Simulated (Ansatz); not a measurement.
## C2HF2Ge (SMILES C#[C][Ge]([F])[F]): the energy, rung by rung

C2HF2Ge: 6 atoms, total charge 0, spin state doublet. SMILES: `C#[C][Ge]([F])[F]`. The shape was relaxed beforehand at PBE0/def2-SVP.

```tsv
atom	x (Å)	y (Å)	z (Å)
C	-0.1912	0.5210	1.7010
C	-0.1398	0.2083	0.5259
Ge	-0.2900	-0.1412	-1.3306
F	-0.2754	-1.8579	-1.5716
F	1.1484	0.4237	-2.1164
H	-0.2099	0.7821	2.7456
```

Each level gives the adiabatic electron affinity (to the singlet anion, shapes relaxed at PBE0/def2-SVP, no zero-point term) (eV). The values are calculated.

The electron affinity is E(neutral) − E(anion): positive where the electron is bound.

| level | kind | program | value (eV) | less CCSD(T)/def2-SVP | CPU time (all runs) |
| --- | --- | --- | --- | --- | --- |
| UHF/def2-SVP | Hartree–Fock | Ansatz | 1.81 | -0.58 | 7.9 s |
| UBLYP/def2-SVP | GGA | Ansatz | 2.54 | +0.15 | 6.4 s |
| UPBE/def2-SVP | GGA | Ansatz | 2.57 | +0.18 | 6.1 s |
| UB3LYP/def2-SVP | global hybrid | Ansatz | 2.76 | +0.37 | 9.5 s |
| UPBE0-D4/def2-SVP | global hybrid | Ansatz | 2.64 | +0.25 | 10 s |
| U-wB97M-V/def2-SVP | range-separated hybrid | Ansatz | 2.70 | +0.31 | 42 s |
| UMP2/def2-SVP | perturbation theory | Ansatz | 2.28 | -0.11 | 11 s |
| UCCSD(T)/def2-SVP | coupled cluster or CI | Ansatz | 2.39 | 0.00 | 90 s |

UCCSD(T)/def2-SVP is the highest level here, not the true value. All-electron rows without a relativistic Hamiltonian named are non-relativistic. Sets without diffuse functions describe the anion poorly, and affinities from them come out too low, at high levels too. The values span 1.81 to 2.76 eV. In the correlated wave-function rows the outer d shell of Ge is correlated, in sets not made for it. CPU times are rough (shared hosts, several kinds of processor and program).

Every level binds the extra electron, and the main divide is between Hartree–Fock, at 1.81 eV, and the methods that include correlation. The neutral is a pyramidal germyl radical whose unpaired electron probably sits mainly in a Ge-centred s–p hybrid. Attachment fills this orbital to give a germanium lone pair, while the electron-withdrawing fluorines and ethynyl group help to stabilise the negative charge. The anion thus gains an electron pair whose correlation has no counterpart in the radical, so a mean-field treatment disfavours it. MP2 recovers most of the shift from Hartree–Fock to CCSD(T), which suggests that pair correlation dominates and that higher-order terms add less.

All the density functionals lie above CCSD(T), by 0.15 to 0.37 eV. B3LYP exceeds BLYP and PBE0-D4 exceeds PBE, although Hartree–Fock lies lowest, so the affinity doesn't simply fall as exact exchange is mixed in. Because only adiabatic values are given, the electronic gain on attachment can't be separated from the contribution of structural relaxation.
